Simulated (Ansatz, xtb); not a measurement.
## Two isomers of C2H8GeOSi

We compare a, `[CH3][Ge@@H]([SiH3])[CH]=O`, a singlet, with b, `C[SiH2][GeH2][CH]=O`, a singlet. Both are isolated molecules in the gas phase, relaxed with PBE-D3(BJ)/def2-SVP, each in the lowest conformer that the search found.

Q: Estimate which is lower in electronic energy at CCSD(T)/def2-SVP + ΔMP2/def2-TZVPP, and by roughly how much.

A: The CCSD(T)/def2-SVP + ΔMP2/def2-TZVPP calculation puts structure b lower, by 7.70 kJ/mol.

Level by level:

| level | geometry | E(b) − E(a) (kJ/mol) | departure from the last row (kJ/mol) | job, with rough time for the two |
| --- | --- | --- | --- | --- |
| GFN2-xTB | GFN2-xTB | +4.92 | +12.63 | optimisation, 0.34 s |
| HF/STO-3G | GFN2-xTB | −7.24 | +0.46 | single point, 1.2 s |
| r2SCAN-D4/def2-SVP | GFN2-xTB | −13.44 | −5.74 | single point, 11 s |
| PBE-D3(BJ)/def2-SVP | PBE-D3(BJ)/def2-SVP | −13.07 | −5.37 | optimisation, 3.6 min |
| HF/def2-SVP | PBE-D3(BJ)/def2-SVP | −13.99 | −6.29 | part of the CCSD(T) run |
| MP2/def2-SVP | PBE-D3(BJ)/def2-SVP | −12.02 | −4.32 | part of the CCSD(T) run |
| CCSD(T)/def2-SVP | PBE-D3(BJ)/def2-SVP | −12.67 | −4.96 | single point |
| CCSD(T)/def2-SVP + ΔMP2/def2-TZVPP | PBE-D3(BJ)/def2-SVP | −7.70 |  | single point, 2.7 min |

As drawn, b has 1 C–Si, 1 Ge–H in place of 1 C–Ge, 1 Si–H.

GFN2-xTB puts the two in the other order. The largest departure from CCSD(T)/def2-SVP + ΔMP2/def2-TZVPP is that of GFN2-xTB, 12.63 kJ/mol. The last row adds to CCSD(T) the change of the MP2 difference between the two basis sets, here +4.96 kJ/mol.

With thermal terms from frequencies at re-optimised GFN2-xTB minima (ideal gas, soft modes damped towards free rotors, one conformer each, 298.15 K, 1 atm): on the last row, ΔE + ΔZPE = −6.67, ΔH = −7.79, ΔG = −4.42 kJ/mol.

The correlated steps freeze 17 core orbitals; the filled d shell of Ge is correlated, in a basis made for valence electrons. Mirror images aren't counted in ΔG. Codes used: Ansatz 0.2.0, xtb 6.7.1; the last row on 2 threads of Arm Neoverse N1 on a shared host.

Structure b is favoured, but only modestly. The isomers differ in whether the methyl group sits on silicon or germanium, with a hydrogen moving the other way, so the energy difference is a small remainder of large, mostly cancelling bond energies. Silicon is more electropositive than germanium and forms the stronger, more polar bond to carbon. It also binds hydrogen more strongly, but the gain is probably greater for carbon, which would explain the preference for b.

Hartree–Fock already gives this order, and in the small basis correlation changes the gap little. Enlarging the basis matters more, removing a good part of b's advantage, so the sign is better supported than the exact size. The closeness of HF/STO-3G to the final value is therefore probably a cancellation of errors. The thermal terms barely alter the enthalpy difference, whereas entropy favours a and narrows the free-energy gap without reversing it. None of this says how readily the isomers interconvert, since that depends on a barrier for methyl and hydrogen exchange.
